**Question.** My notes say that a GVB pair and a two-configuration SCF pair are the same wavefunction. With normalised orbitals $a,b$ of overlap $S$, the singlet $ab+ba$ is proportional to $c_1\,gg-c_2\,uu$, with $c_2/c_1=(1-S)/(1+S)$, $n_g=(1+S)^2/(1+S^2)$ and $n_u=(1-S)^2/(1+S^2)$. I would like to turn this round: take natural occupations of H$_2$ from a larger CI and read off "the GVB overlap" along the dissociation curve. But then $n_g+n_u<2$, and I get different $S$ from $n_g$ and from $n_u$. What has been assumed, and how much does it matter between equilibrium and dissociation?

---

**Answer.** The assumption is one spatial orbital per electron, which makes the pair function a matrix of rank two. Dropping it leaves the singlet, the symmetry and the diagonal form intact but adds further terms $c_k\,kk$. In a simple model of H$_2$ the extra terms carry about as much occupation and energy at equilibrium as the $uu$ term. On stretching they become minor for the occupations, but at long range they carry the $R^{-6}$ attraction, which the pair lacks.

Conventions: atomic units, real orbitals, clamped nuclei on the $z$ axis. A product such as $ab$ means $a(\mathbf r_1)b(\mathbf r_2)$, the singlet spin factor is omitted, and $K_{pq}=(pq|pq)$ is an exchange integral in charge-cloud notation.

## Where the assumption enters

Let $\langle a|a\rangle=\langle b|b\rangle=1$, $\langle a|b\rangle=S$ with $0\le S<1$, and

$$g=\frac{a+b}{\sqrt{2(1+S)}},\qquad u=\frac{a-b}{\sqrt{2(1-S)}} .$$

Equal norms make $g\perp u$. Inverting, $a,b=\sqrt{(1+S)/2}\,g\pm\sqrt{(1-S)/2}\,u$, the $gu$ and $ug$ terms cancel in the symmetric sum, and

$$ab+ba=(1+S)\,gg-(1-S)\,uu .$$

The squared norm is $(1+S)^2+(1-S)^2=2(1+S^2)$. Hence $c_{1,2}=(1\pm S)/\sqrt{2(1+S^2)}$ and $S=(c_1-c_2)/(c_1+c_2)$, and $n_g=2c_1^2$, $n_u=2c_2^2$ are the formulas you quote. With $c_1=\cos\theta$, $c_2=\sin\theta$ this reads $S=\tan(\pi/4-\theta)$.

A general real two-electron singlet is $\sum_{pq}C_{pq}\,pq$ with $C$ symmetric. Diagonalising $C$ gives the natural expansion of Löwdin and Shull, $\Psi=\sum_p c_p\,pp$ with $n_p=2c_p^2$. The form $ab+ba$ has $C\propto\mathbf a\mathbf b^T+\mathbf b\mathbf a^T$, which has rank two, with one positive and one negative eigenvalue. The algebra above is exact for such a $C$. The rank enters through the ansatz and is used once more in $c_1^2+c_2^2=1$. Only that closure lets a single occupation fix $S$.

## The first correction

Let $\Psi_0=c_1gg-c_2uu$ be the optimised pair, of energy $E_0$. Let $\Psi_0'=c_2gg+c_1uu$ be the other root of the $2\times2$ problem, a gap $\Omega=\sqrt{(E_{uu}-E_{gg})^2+4K_{gu}^2}$ higher. Take further orbitals $k$ orthogonal to $g$ and $u$.

*Mixed terms.* The change $g\to g+\epsilon k$ adds $\epsilon c_1(gk+kg)$. Stationarity of $E_0$ therefore gives $\langle gk+kg|H|\Psi_0\rangle=0$, and likewise for $uk$. These terms are absent in first order.

*Outer pairs.* Choose the $k$ so that the first-order function is diagonal, $\Psi_1=\sum_kd_k\,kk$. One-electron operators do not connect $kk$ to $gg$ or $uu$, so

$$V_k=\langle kk|H|\Psi_0\rangle=c_1K_{gk}-c_2K_{uk}=\frac{2\,(ka|kb)}{\sqrt{2(1+S^2)}},\qquad V_k'=\langle kk|H|\Psi_0'\rangle=c_2K_{gk}+c_1K_{uk}.$$

With $M_{kl}=\langle kk|H-E_0|ll\rangle$, whose diagonal elements I call $\Delta_k$, projection of the Schrödinger equation on $kk$ gives, to leading order in $V/\Delta$,

$$\mathbf d=-M^{-1}\mathbf V,\qquad E^{(2)}=\mathbf d\cdot\mathbf V,\qquad \delta\equiv2-n_g-n_u=2\,\mathbf d\cdot\mathbf d .$$

*Back-reaction on the pair.* Eliminating the outer pairs adds to the $2\times2$ Hamiltonian a term whose element between $\Psi_0'$ and $\Psi_0$ is $-\mathbf V'^TM^{-1}\mathbf V=\mathbf d\cdot\mathbf V'$. This mixes in $\Psi_0'$ with amplitude $-\mathbf d\cdot\mathbf V'/\Omega$. Since $\partial\Psi_0/\partial\theta=-\Psi_0'$, the angle changes by $+\mathbf d\cdot\mathbf V'/\Omega$, and $dS/d\theta=-(1+S^2)$ gives

$$\delta S=-\frac{(1+S^2)\,\mathbf d\cdot\mathbf V'}{\Omega}.$$

*What survives.* The two leading natural orbitals still define a GVB pair through their ratio $c_2/c_1=\sqrt{n_u/n_g}$, with overlap $S'=S+\delta S$, and

$$n_{g,u}=\Big(1-\frac\delta2\Big)\frac{(1\pm S')^2}{1+S'^2}.$$

If you ignore the prefactor and invert one occupation alone, then $dn_g/dS=-dn_u/dS=2(1-S^2)/(1+S^2)^2$ gives, to first order in $\delta$,

$$S_{(g)}-S'=-\frac\delta4\,\frac{(1+S')(1+S'^2)}{1-S'},\qquad S_{(u)}-S'=+\frac\delta4\,\frac{(1-S')(1+S'^2)}{1+S'} .$$

That is your discrepancy. Near $S'\to1$ the $n_g$ route counts all leaked occupation as if it sat in $u$.

## Size at $R=1.4$ and $3$ bohr

I use a model in which every integral is elementary: one normalised s Gaussian of exponent $\alpha$ on each proton, $A$ and $B$, with overlap $s=e^{-\alpha R^2/2}$ and $g,u\propto A\pm B$. The inputs are chosen, not fitted: $\alpha=0.4$ at $R=1.4$ (the approximate equilibrium distance) and $\alpha=0.3$ at $R=3$, near the free-atom optimum $8/9\pi=0.283$. The basis is crude, since the atom comes out at $-4/3\pi=-0.424$ against the exact $-1/2$. The table shows the model's arithmetic, and conclusions are drawn to one or two figures.

The outer orbitals are $\pi_u=2\sqrt\alpha\,x\,g$, $\pi_g=2\sqrt\alpha\,x\,u$ and their $y$ partners. They are normalised and orthogonal to $g,u$ by symmetry, and the mixed terms vanish by symmetry too. Thus $\Psi_1=4\alpha(x_1x_2+y_1y_2)(d_u\,gg+d_g\,uu)$, with $d_u,d_g$ the amplitudes per Cartesian component.

Every s-type density is a sum of unit-charge Gaussians of exponent $2\alpha$. The densities $gg$ and $uu$ have weight $1/[2(1\pm s)]$ on each nucleus and $\pm s/(1\pm s)$ at the midpoint, while $gu$ has $\pm1/(2\sqrt{1-s^2})$ on the two nuclei. Two such charges a distance $D$ apart along $z$ repel with, and one is attracted to a proton at distance $D$ with,

$$2\sqrt{\frac\alpha\pi}\int_0^1P(\tau)\,e^{-\alpha D^2\tau^2}d\tau,\qquad 2\sqrt{\frac{2\alpha}\pi}\int_0^1P_N(\tau)\,e^{-2\alpha D^2\tau^2}d\tau,$$

where $P=P_N=1$. The kinetic elements are $3\alpha/2$ and $s\alpha(3-\alpha R^2)/2$.

The factors $x,y$ only change the polynomials. Write $1/r_{12}=(2/\sqrt\pi)\int_0^\infty e^{-t^2r_{12}^2}dt$ and $\tau^2=t^2/(\alpha+t^2)$. At fixed $t$, $x_1$ and $x_2$ are jointly Gaussian with $4\alpha\langle x_1^2\rangle=1-\tau^2/2$ and $4\alpha\langle x_1x_2\rangle=\tau^2/2$. So $P=\tau^2/2$ for the $\sigma\pi$ exchange integrals. For the combination $(xx+yy)/\sqrt2$ of $\pi$ pairs, the $xx$–$xx$ part gives $(1-\tau^2/2)^2+2(\tau^2/2)^2$ and the $xx$–$yy$ part gives $(\tau^2/2)^2$, together $P=1-\tau^2+\tau^4$. The same argument for a point charge gives $P_N=1-\tau^2$, and the kinetic elements gain $\alpha$ and $s\alpha$. Note that $K_{u\pi_u}=K_{g\pi_g}$, both being built on the density $x\,gu$. The two components give $E^{(2)}_\pi=2(d_uV_{\pi_u}+d_gV_{\pi_g})$ and $\delta_\pi=4(d_u^2+d_g^2)$. Energies include $1/R$.

| | $R=1.4$ | $R=3$ |
|---|---|---|
| $s$ | 0.676 | 0.259 |
| $E_{gg}$, $E_{uu}$ | $-0.976$, $0.273$ | $-0.856$, $-0.441$ |
| $K_{gu}$, $\Omega$ | 0.138, 1.280 | 0.156, 0.519 |
| $E_0$, $E_0-E_{gg}$ | $-0.991$, $-0.0150$ | $-0.908$, $-0.0523$ |
| $c_1$, $c_2$ | 0.994, 0.108 | 0.948, 0.317 |
| $S$, $n_u$ | 0.804, 0.023 | 0.498, 0.20 |
| $K_{g\pi_u}$, $K_{u\pi_u}$, $K_{u\pi_g}$ | 0.105, 0.040, 0.082 | 0.068, 0.041, 0.065 |
| $V_{\pi_u}$, $V_{\pi_g}$ | 0.100, 0.030 | 0.051, 0.018 |
| $\Delta_{\pi_u}$, $\Delta_{\pi_g}$, $M_{\pi_u\pi_g}$ | 1.73, 2.73, 0.114 | 1.22, 1.69, 0.129 |
| $d_u$, $d_g$ | $-0.057$, $-0.009$ | $-0.041$, $-0.008$ |
| $E^{(2)}_\pi$ | $-0.0120$ | $-0.00455$ |
| $\delta_\pi$, $\delta S_\pi$ | 0.0134, 0.009 | 0.0071, 0.015 |

The shape of the $\pi$ orbital matters at the level of ten to twenty per cent. At $R=1.4$ a single p Gaussian of exponent 0.6 at the midpoint, as the only $\pi$ orbital of each direction, gives $E^{(2)}_\pi=-0.0137$ and $\delta_\pi=0.0109$.

The $\pi$ pairs describe angular correlation around the axis. In–out correlation needs a second $\sigma_g$ orbital and is not negligible. As an estimate at $R=1.4$, take an s Gaussian of exponent 0.8 at the midpoint, whose overlap with $g$ is 0.878, and orthogonalise it to $g$ to get $\sigma'$. The same s-type integrals, with exponents and centres from the Gaussian product rule, give $K_{g\sigma'}=0.123$, $K_{u\sigma'}=0.054$, $\Delta_{\sigma'}=3.02$ and $d_{\sigma'}=-0.039$. Hence $E^{(2)}_{\sigma'}=-0.0045$, $\delta_{\sigma'}=0.0030$ and $\delta S_{\sigma'}=0.003$. The exponent is not optimised, the coupling to the $\pi$ pairs is left out, and in so small a basis $g$ is not stationary against $\sigma'$. That last relaxation improves $a$ and $b$ inside the ansatz and is no part of the correction sought. Trust these numbers to one figure.

At equilibrium the sums are $E^{(2)}\approx-0.0165$, $\delta\approx0.016$ and $\delta S\approx+0.013$. Three things follow.

- The energy missed by the rank-two pair is about equal to the $-0.0150$ that the pair gains over the closed shell $gg$.
- The occupations become $n_g\approx1.96$ and $n_u\approx0.020$, down from 0.023, so $\delta$ is about 0.8 of $n_u$. The ratio gives $S'\approx0.82$, up from 0.80: with other channels open, the electrons need less left–right splitting.
- Exact inversion of a single occupation gives $S_{(u)}=0.82$ but $S_{(g)}=0.76$. The linear formula gives a shift of $-0.07$ for $S_{(g)}$ where the inversion gives $-0.06$, because $\delta$ is not small against $n_u$.

At $R=3$ the picture has changed: $\delta_\pi$ has roughly halved while $n_u$ has grown to 0.20, so $\delta_\pi$ is 3.5 % of $n_u$. The form $V_k\propto(ka|kb)$ shows why. As $a$ and $b$ withdraw to different nuclei, the one-centre parts of $c_1K_{gk}$ and $c_2K_{uk}$ cancel. I have not computed the outer $\sigma$ pairs at $R=3$. The ratio $\delta_\sigma/\delta_\pi$ is 0.2 at equilibrium and 2 at dissociation (next section). If it lies between these, which is an interpolation and not a result, the total $\delta$ is 0.009 to 0.021, about a tenth of $n_u$ at most.

## Size towards dissociation

At large $R$ the exact hydrogen 1s functions $A,B$ can be used, with $\Psi_0\to(AB+BA)/\sqrt2$. For electron 1 near $A$ and electron 2 near $B$, with coordinates taken from their own nuclei along parallel axes, the interatomic Coulomb terms expand to

$$U=\frac{x_1x_2+y_1y_2-2z_1z_2}{R^3}+O(R^{-4}).$$

Every term of this expansion contains a multipole moment of each atom, and these vanish for 1s. So $U$ has no expectation value in $AB$ and no element to states with only one atom excited. Relaxing $a$ and $b$ therefore cannot produce this term's second-order energy, and the binding of the rank-two pair decays exponentially.

For a function $f\psi_{1s}$ one has $\langle f\psi|h-\varepsilon_{1s}|f'\psi\rangle=\tfrac12\langle\nabla f\cdot\nabla f'\rangle$, and $\langle r^n\rangle=(n+2)!/2^{n+1}$. The function $p_x=x\psi_{1s}$ is normalised, as $\langle x^2\rangle=1$, and lies $1/2$ above 1s. Exciting both atoms costs 1, the amplitudes are $-R^{-3},-R^{-3},+2R^{-3}$, and

$$E^{(2)}=-6/R^6,\qquad\delta=12/R^6,$$

with the $\sigma$ share ($z$) twice the $\pi$ share ($x,y$). In natural-orbital form $p_{xA}p_{xB}+p_{xB}p_{xA}=\pi_u\pi_u-\pi_g\pi_g$, so $d_u=-d_g=-1/(\sqrt2R^3)$. The $\pi_g$ coefficient is now positive, whereas it was negative at $R=3$ in the Gaussian model. Each outer term is itself a GVB-like pair of zero overlap. Here the off-diagonal element of $M$ is essential. It separates the covalent combination $\pi_u\pi_u-\pi_g\pi_g$, to which $\Psi_0$ couples, from the ionic one, to which the ionic $\Psi_0'$ couples. Then $\mathbf d\cdot\mathbf V'$ and $\delta S$ have no power-law part.

Adding $xr\psi_{1s}$ tests the radial form. The overlap and excitation matrices are $\begin{pmatrix}1&5/2\\5/2&15/2\end{pmatrix}$ and $\begin{pmatrix}1/2&1\\1&3\end{pmatrix}$. Their roots are $\omega=2/5$ and $1$, and $x\psi_{1s}$ has weights $w=5/6$ and $1/6$ in the two eigenfunctions. Then

$$C_6=6\sum_{ij}\frac{w_iw_j}{\omega_i+\omega_j}=\frac{363}{56}=6.48,\qquad \delta R^6=12\sum_{ij}\frac{w_iw_j}{(\omega_i+\omega_j)^2}=14.8 .$$

The dipole–quadrupole term is not negligible at moderate $R$. The squared angular coefficients of the $(l_1,l_2)$ multipole coupling sum to $\binom{2l_1+2l_2}{2l_1}$, which is 6 for $(1,1)$ and 15 for each of $(1,2)$ and $(2,1)$. With the single function $f=r^2P_2(\cos\vartheta)$, $\langle f^2\rangle=\langle r^4\rangle/5=9/2$ and $\tfrac12\langle|\nabla f|^2\rangle=\langle r^2\rangle=3$, so $\omega=2/3$. With $\omega=1/2$ for the dipole partner, $C_8\approx30\cdot\tfrac92/\tfrac76=116$, and the leak gains $2\cdot30\cdot\tfrac92/(\tfrac76)^2R^{-8}=198/R^8$.

For comparison we need the pair itself. In the basis $A,B$ take Coulson–Fischer orbitals $a\propto A+\lambda B$, $b\propto B+\lambda A$. Then $ab+ba\propto(AB+BA)+\kappa(AA+BB)$ with $\kappa=2\lambda/(1+\lambda^2)$, and $S=(s+\kappa)/(1+\kappa s)$, where now $s=e^{-R}(1+R+R^2/3)$. To first order in $e^{-R}$ one needs $\langle A|r_A^{-1}|B\rangle=e^{-R}(1+R)$ and $(AA|AB)\simeq e^{-R}(R+\tfrac18+\tfrac5{16R})$. The element of $H+1$ between the ionic and covalent functions is twice the second minus twice the first, and the ionic function lies $\tfrac58-\tfrac1R$ higher, so

$$\kappa\simeq2e^{-R}\,\frac{7/8-5/(16R)}{5/8-1/R}.$$

To order $e^{-2R}$ the binding energy is the Heitler–London value less the ionic gain,

$$E_0+1\simeq e^{-2R}\Big(\frac1R+\frac58-\frac{3R}4-\frac{R^2}6\Big)+\frac{s^2}R-2s\,e^{-R}(1+R)+K'-\kappa^2\Big(\frac58-\frac1R\Big),$$

with Sugiura's exchange integral $K'=(AB|AB)$,

$$5K'=e^{-2R}\Big(\frac{25}8-\frac{23R}4-3R^2-\frac{R^3}3\Big)+\frac6R\Big[s^2(\gamma+\ln R)-\bar s^2E_1(4R)+2s\bar sE_1(2R)\Big],$$

where $\bar s=e^{R}(1-R+R^2/3)$, $\gamma$ is Euler's constant and $E_1$ is the exponential integral.

At $R=8$ one finds $s=0.0102$, $\kappa=0.0011$, $S=0.0113$, and $n_g-1\simeq2S=0.023$. The leak is $\delta\approx5.6\times10^{-5}+1.2\times10^{-5}\approx7\times10^{-5}$, irrelevant for reading $S$. The energies tell the opposite story. The pair binds by $-1.8\times10^{-5}$ in this basis, while the correction is $-2.5\times10^{-5}-0.7\times10^{-5}\approx-3\times10^{-5}$. The $R^{-10}$ term and the overlap damping of the multipole series are left out, which is why only one figure is given. The contrast arises because the pair's occupation splitting is first order in $e^{-R}$ and its binding is second order.

Far enough out the occupations give way too. From $n_g\simeq1+2S-\delta/2$, the occupation $n_g$ falls below 1 when $4S=\delta$, at about $R=23$ with the expressions above. The prefactor of $e^{-R}$ in $S$ is that of a minimal basis, and doubling it moves the crossing out by about 1 bohr. Beyond that point inversion of $n_g$ returns a negative overlap, while the ratio $n_u/n_g$ still gives a positive one.

## In laboratory units

At 0.74 Å the model puts the correction at about 0.45 eV, against 0.41 eV gained by the pair over the closed shell. About 0.016 electrons lie outside $g$ and $u$, and $S$ read from $n_g$ is about 0.06 below the value from the ratio. At 1.59 Å the $\pi$ part is 0.12 eV against a pair gain of 1.42 eV, and the leak is a few to ten per cent of $n_u$. At 4.2 Å the correction is about 7 cm$^{-1}$ against a pair binding of about 4 cm$^{-1}$, with a leak below $10^{-4}$. The crossing $n_g=1$ lies near 12 Å.

To extract an overlap from a larger CI, use $S'=(\sqrt{n_g}-\sqrt{n_u})/(\sqrt{n_g}+\sqrt{n_u})$, which is independent of $\delta$, and quote $\delta=2-n_g-n_u$ beside it as the measure of what the pair leaves out. This $S'$ belongs to the two leading natural orbitals of the larger wavefunction. It exceeds the overlap of a self-consistent GVB calculation by $\delta S$, about 0.01 near equilibrium in this model.